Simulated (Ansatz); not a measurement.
# AgO2: energy above lowest point and pressure against volume per atom

All results are calculated (Ansatz 0.2.0 development build). Equation of state of a cubic crystal from periodic Kohn-Sham density functional theory without spin; pressure corrected for the finite basis.

Cell of the first row (space group Fm-3m, No. 225):
```
AgO2
1.0
      0.0000     2.5283     2.5283
      2.5283     0.0000     2.5283
      2.5283     2.5283     0.0000
Ag O
1 2
Direct
  0.00000 0.00000 0.00000
  0.25000 0.25000 0.25000
  0.75000 0.75000 0.75000
```

Settings of every row: formula AgO2; structure type fluorite; functional PBE; spin treatment none; k mesh 18x18x18; occupation method fermi-dirac; occupation width 0.061225619 eV; wave cutoff 420 eV; datasets soft-1 PAW; density cutoff ratio 4.

Limits: a cubic model structure, not a phase known at ambient conditions; modest k-mesh, values are not fully converged in k; no spin polarisation, a magnetic state may lie lower.

| row | volume per atom (Å³) | energy above lowest point (meV/atom) | pressure (GPa) |
| --- | --- | --- | --- |
| 1 | 10.774 | 21.39 | 10.556 |
| 2 | 11.003 | 9.15 | 6.616 |
| 3 | 11.232 | ? | ? |
| 4 | 11.462 | 0 | 0.062 |
| 5 | 11.691 | 1.88 | -2.649 |
| 6 | 11.92 | 7.42 | -5.038 |
| 7 | 12.149 | 16.17 | -7.143 |

Question: what energy above lowest point and pressure should row 3 give?

Worked fit of energy above lowest point. Take u = (V_r/V)^(2/3) − 1 with V_r = 11.576 Å³ an atom, which is twice the finite (Eulerian) strain; such expansions in the strain, on which the Birch-Murnaghan equation of state is built, carry the rest volume and the bulk modulus. The shown rows have u = 0.04903, 0.03442, 0.00662, -0.00657, -0.01933, -0.0317. Least squares give energy above lowest point = 0.45 − 144.85 × u + 11304.5 × u² + 7328 × u³ meV/atom; a parabola predicts inner rows, each left out in turn, worse (root mean square 0.15 against 0.019 meV/atom). The rows lie off it by 0.00, -0.01, 0.01, -0.01, 0.00, 0.00. Its lowest point lies at u = 0.0064, or V = 11.47 Å³ an atom, and the curvature there gives the bulk modulus at fixed shape and fractions, B = (4/9)(1 + u)² E″(u)/V = 144 GPa. The withheld row has u = 0.02032, so the fit gives 0.45 − 144.85 × (0.02032) + 11304.5 × (0.02032)² + 7328 × (0.02032)³ = 2.24 meV/atom.

The calculation gave 2.25 meV/atom. The fit lies 0.01 meV/atom (0.047 % of the column's range) below it, one unit of the last digit.

Worked fit of pressure. Take u = (V_r/V)^(2/3) − 1 with V_r = 11.576 Å³ an atom, which is twice the finite (Eulerian) strain; such expansions in the strain, on which the Birch-Murnaghan equation of state is built, carry the rest volume and the bulk modulus. The shown rows have u = 0.04903, 0.03442, 0.00662, -0.00657, -0.01933, -0.0317. Least squares give pressure = −1.3307 + 205.25 × u + 716.71 × u² + 845.2 × u³ GPa; a parabola predicts inner rows, each left out in turn, worse (root mean square 0.017 against 0.0044 GPa). The rows lie off it by 0.001, -0.002, 0.002, -0.001, -0.002, 0.001. The pressure vanishes at u = 0.0063, or V = 11.47 Å³ an atom, and there the bulk modulus at fixed shape and fractions is B = −V dP/dV = (2/3)(1 + u) dP/du = 144 GPa. The withheld row has u = 0.02032, so the fit gives −1.3307 + 205.25 × (0.02032) + 716.71 × (0.02032)² + 845.2 × (0.02032)³ = 3.143 GPa.

The calculation gave 3.135 GPa. The fit lies 0.008 GPa (0.045 % of the column's range) above it; its largest miss of a shown row is 0.002 GPa.
